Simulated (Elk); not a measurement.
# Site moments and magnetic energies of NiAs-type MnSe under added and removed charge, LDA with Elk

The decision is whether charging is a plausible way to switch NiAs-type MnSe between opposed and parallel order, or whether it would only alter the size of the moments. A gated or doped magnetic layer needs the two orders to be close in energy while the moments survive. We calculate both orders in LDA at fixed geometry, for charges from −0.4 to +0.4 e per Mn, where a positive sign means added electrons. Magnetic energy gains are measured against the unpolarised run at the same charge, and the order energy is that of the opposed state less that of the parallel state. The opposed state reverses the Mn neighbours at 2.99 Å and keeps those at 3.86 Å parallel.

## Computational details

One system, MnSe (NiAs-type, P6_3/mmc), 4 atom(s) a primitive cell, from cells of the Materials Project database (relaxed there by DFT). Elk 11.2.3, all-electron APW+lo with RKmax 7, scalar-relativistic valence, Fermi-Dirac smearing of 0.082 eV, k meshes whose coarsest spacing along a reciprocal vector is 0.31 1/Å over all runs (2π included). Functional: LDA, no Hubbard U; collinear spins, no spin-orbit coupling. Atoms stay at fixed fractions of the cell and the mesh divisions are held. At each point the moments on Mn are started parallel, opposed (signs +-) and without spin polarisation. Of the opposed order at the middle point, it reverses 2 of 2 magnetic neighbours at 2.99 Å and 0 of 6 magnetic neighbours at 3.86 Å. Runs that did not converge or carry a known fault are not listed. The same in all rows: metal or insulator in the run from the parallel start, judged by its smearing entropy or density of states at the Fermi energy (a gap under a few smearing widths counts as a metal): metal.

Notes on method and selection:

- Each state is what a run reaches from typed starting moments; only a few collinear orders were started, so the lowest found need not be the ground state. Spin-orbit coupling is left out of these energies, which are free energies at the smearing width. A magnetic atom is one that was given a starting moment.
- Site moments count the spin inside each program's own atomic sphere, so they depend somewhat on its radius and leave out the spin between the spheres.
- A measured moment is set beside the table only where the run ends ferromagnetic and the measured order is ferromagnetic too.
- Runs that did not converge, have known faults or may not be shown are not listed, and runs on Ansatz's PAW sets soft_1 and soft_2 are kept to separate tables.

Columns:

- added charge (e per magnetic atom): electrons added per magnetic atom (negative: removed), balanced by a uniform background.
- net moment (μB): net spin moment of that run per magnetic atom.
- moment, opposed (μB): largest site spin moment reached from the opposed start.
- gain, opposed (meV): energy of the run without spin polarisation less that of the run from the opposed start, per magnetic atom.
- moment (μB): largest site spin moment reached from the parallel start.
- magnetic energy gain (meV): energy of the run without spin polarisation less that of the parallel start, per magnetic atom (positive: magnetism is favoured).
- E(opposed) - E(parallel) (meV): energy of the run from the opposed start less that of the parallel start, per magnetic atom (positive: parallel is favoured); blank where a pattern was lost.

Input lines of one member:

```
tasks
  0
xctype
  3
rgkmax
  7.0
nempty
  12
swidth
  0.003
spinpol
  .true.
ngridk
  6 6 6
```

Command (options for logging and memory left out): `elk`

## The series

| member | added charge (e per magnetic atom) | net moment (μB) | moment, opposed (μB) | gain, opposed (meV) | moment (μB) | magnetic energy gain (meV) | E(opposed) - E(parallel) (meV) |
| --- | --- | --- | --- | --- | --- | --- | --- |
| −0.4 e | −0.4 | 4.11 | 3.86 | 1403.5 | 3.909 | 1361.5 | −42.0 |
| −0.2 e | −0.2 | 4.15 | 3.91 | 1379.5 | ? | ? | ? |
| +0 e | 0.0 | 4.17 | 3.96 | 1330.6 | 3.868 | 1167.2 | −163.4 |
| +0.2 e | 0.2 | 4.20 | 3.85 | 1226.1 | 3.849 | 1065.0 | −161.1 |
| +0.4 e | 0.4 | 4.17 | 3.71 | 1104.4 | 3.795 | 961.6 | −142.8 |

Cells marked ? are withheld until the estimate has been made.

Least-squares fits to the members shown, with x = added charge (e per magnetic atom); R² and errors in the fitted variable (y, or ln y where the fit is in ln y):

| y | members | fit | R² | rms residual | leave-one-out rms | the same for the mean of the others |
| --- | --- | --- | --- | --- | --- | --- |
| moment (μB) | 4 | y = 3.862 − 0.1339 x | 0.93 | 0.011 | 0.028 | 0.055 |
| E(opposed) - E(parallel) (meV) | 4 | y = −120.6 − 134.5 x | 0.64 | 30 | 88 | 67 (fit no better) |

## Why the values move as they do

Charge changes the energies far more than the moments. In the parallel state the Mn site moment falls from 3.909 μB at −0.4 e to 3.795 μB at +0.4 e, about 3%, while the magnetic energy gain falls from 1361.5 to 961.6 meV per Mn. The mean slope of the gain is (961.6 − 1361.5) / 0.8 = −500 meV per electron.

At fixed geometry the slope of an energy difference with electron number is the difference of the two Fermi levels, $d(E_a-E_b)/dN=\mu_a-\mu_b$. The falling gain therefore means that an added electron enters the magnetic state at a higher level than the unpolarised one. This fits a nearly half-filled Mn d shell, in which the majority states are occupied and further d electrons must enter minority states raised by exchange.

The opposed site moment is largest in the neutral cell, 3.96 μB, and drops to 3.86 μB at −0.4 e and 3.71 μB at +0.4 e. Removing majority electrons and adding minority electrons both reduce it.

Opposed order is lower in energy in all four rows that give the comparison, but its lead shrinks from 163.4 meV per Mn in the neutral cell to 42.0 meV at −0.4 e. The mean slope on that side is (−163.4 − (−42.0)) / 0.4 = −304 meV per electron. The neutral opposed state has its Fermi level in a dip of the density of states, so electrons must be removed from below the dip, which costs more than removing them from the parallel state. On the other side the lead falls only to 142.8 meV at +0.4 e. A single straight line misses this asymmetry and does no better than the mean.

Electron removal is thus the more promising direction for switching, though no listed charge achieves it. LDA without U tends to overstate antiferromagnetic coupling in manganese compounds, so the charge needed for a reversal remains uncertain.

## Prediction

Plain estimates from the members shown:

- −0.2 e, fit at x = −0.2: 3.889 μB
- −0.2 e, straight-line interpolation between −0.4 e and +0 e: w = (−0.2 − (−0.4)) / (0.0 − (−0.4)) = 0.500, so 3.909 + 0.500 × (3.868 − 3.909) = 3.888 μB

The missing quantity is the Mn site moment of the parallel state at −0.2 e. Its net moment is known, 4.15 μB, and lies between those at −0.4 e and in the neutral cell, which suggests the same magnetic solution. We therefore interpolate only the part of the net moment that lies outside the Mn sphere, on Se and between the spheres.

That part is 4.11 − 3.909 = 0.201 μB at −0.4 e and 4.17 − 3.868 = 0.302 μB in the neutral cell. Halfway between them it is (0.201 + 0.302) / 2 = 0.2515 μB, which gives a site moment of 4.15 − 0.2515 = 3.899 μB. Direct interpolation of the site moment gives 3.888 μB; the difference arises because the net moment at −0.2 e lies 0.01 μB above the midpoint of its neighbours.

The same route can be tried at +0.2 e from the members at 0 and +0.4 e. The outside part is then (0.302 + 0.375) / 2 = 0.3385 μB, and the site moment 4.20 − 0.3385 = 3.862 μB, against 3.849 μB in the table. Direct interpolation gives (3.868 + 3.795) / 2 = 3.8315 μB there, a slightly larger miss. We keep the route that uses the member's own net moment and take its miss, about 0.012 μB, as one standard deviation. Rounding of the net moments contributes a few thousandths of a μB and is covered by this error.

**Committed estimate, −0.2 e: moment = 3.899 ± 0.012 μB.**

## The answer

| member | added charge (e per magnetic atom) | net moment (μB) | moment, opposed (μB) | gain, opposed (meV) | moment (μB) | magnetic energy gain (meV) | E(opposed) - E(parallel) (meV) |
| --- | --- | --- | --- | --- | --- | --- | --- |
| −0.2 e | −0.2 | 4.15 | 3.91 | 1379.5 | 3.892 | 1266.9 | −112.5 |

| member | estimate | moment (μB) | computed | estimate − computed | miss in error bars |
| --- | --- | --- | --- | --- | --- |
| −0.2 e | committed | 3.899 | 3.892 | +0.007 | 0.6 |
| −0.2 e | fit | 3.889 | 3.892 | −0.003 |  |
| −0.2 e | interpolation | 3.888 | 3.892 | −0.004 |  |

The run gives 3.892 μB at −0.2 e. Our 3.899 ± 0.012 μB is 0.007 μB too high, inside its error bar but slightly worse than the fit and the direct interpolation, which miss by 0.003 and 0.004 μB.

The assumption of one smooth magnetic solution held. Using the member's own net moment brought no gain: the spin outside the Mn sphere is 4.15 − 3.892 = 0.258 μB, against the 0.2515 μB we assumed. The trial at +0.2 e had erred in the same direction, though the present difference is close to the rounding of the net moments.

The series also corrects our earlier account of the parallel state, in which added electrons went into minority states. That would lower the net moment by one μB per electron. Instead it rises from 4.11 μB at −0.4 e to 4.20 μB at +0.2 e, or 0.09 / 0.6 = 0.15 μB per electron, so both spin channels fill, the majority slightly more. The Mn site moment falls meanwhile, so the growth of the net moment lies on Se and between the spheres. The magnetic state still has the higher Fermi level, as the falling gain requires, but this can't be put down to minority states alone.

## Members off the line

Least-squares fits to the whole series, with x = added charge (e per magnetic atom); R² and errors in the fitted variable (y, or ln y where the fit is in ln y):

| y | members | fit | R² | rms residual | leave-one-out rms | the same for the mean of the others |
| --- | --- | --- | --- | --- | --- | --- |
| moment (μB) | 5 | y = 3.863 − 0.1355 x | 0.94 | 0.0096 | 0.020 | 0.049 |
| E(opposed) - E(parallel) (meV) | 5 | y = −124.4 − 125.1 x | 0.62 | 28 | 56 | 56 (fit hardly better) |

Largest departures from the fit to the whole series:

| member | moment (μB) | fit | computed − fit | in rms residuals |
| --- | --- | --- | --- | --- |
| +0.4 e | 3.795 | 3.809 | −0.014 | 1.4 |
| +0.2 e | 3.849 | 3.836 | +0.013 | 1.4 |
| −0.4 e | 3.909 | 3.917 | −0.008 | 0.9 |
| +0 e | 3.868 | 3.863 | +0.005 | 0.5 |

No site moment stands out from the line; the largest departure is 1.4 rms residuals. The −0.014 μB at +0.4 e belongs to a steeper last step, 3.795 − 3.849 = −0.054 μB, against −0.017 to −0.024 μB in the earlier steps. The net moment also turns down there, from 4.20 to 4.17 μB, so the last electrons go more into minority states. The +0.013 μB at +0.2 e is the other side of the same bend.

The order energy is bent more strongly. The neutral cell lies −163.4 − (−124.4) = −39.0 meV per Mn from its line, on the side that favours opposed order. This fits the low density of states at the Fermi energy of the neutral opposed state, an advantage that charge of either sign reduces.

## What to take away

Charging alone does not switch the order in these runs: at every listed charge from −0.4 to +0.4 e per Mn, opposed order stays below parallel order. Nor does it mainly alter the moments, since the parallel site moment falls by only 3.909 − 3.795 = 0.114 μB while the order energy changes severalfold. A line estimates a left-out moment to about 0.020 μB, against 0.049 μB for the mean. For the order energy the line is hardly better than the mean. Interpolating it halfway between −0.4 e and the neutral cell gives (−42.0 + (−163.4)) / 2 = −102.7 meV at −0.2 e, which is −102.7 − (−112.5) = 9.8 meV above the computed value.

For a device estimate, removing 0.1 e per Mn costs opposed order about 25 meV per Mn between 0 and −0.2 e, and about 35 meV between −0.2 and −0.4 e.

The main omission is stronger correlation on Mn, as a Hubbard U would add. It would typically raise the site moment by a few tenths of a μB, more than the whole spread of the parallel site moment here, and weaken the preference for opposed order, possibly by tens of meV per Mn. The remaining lead of 42.0 meV at −0.4 e is therefore the least secure.

[Logs are printed without paths, hosts, clocks, repeated set-up lines and the standing remarks that a program may print on its own settings, such as how far it seeks lower states.]
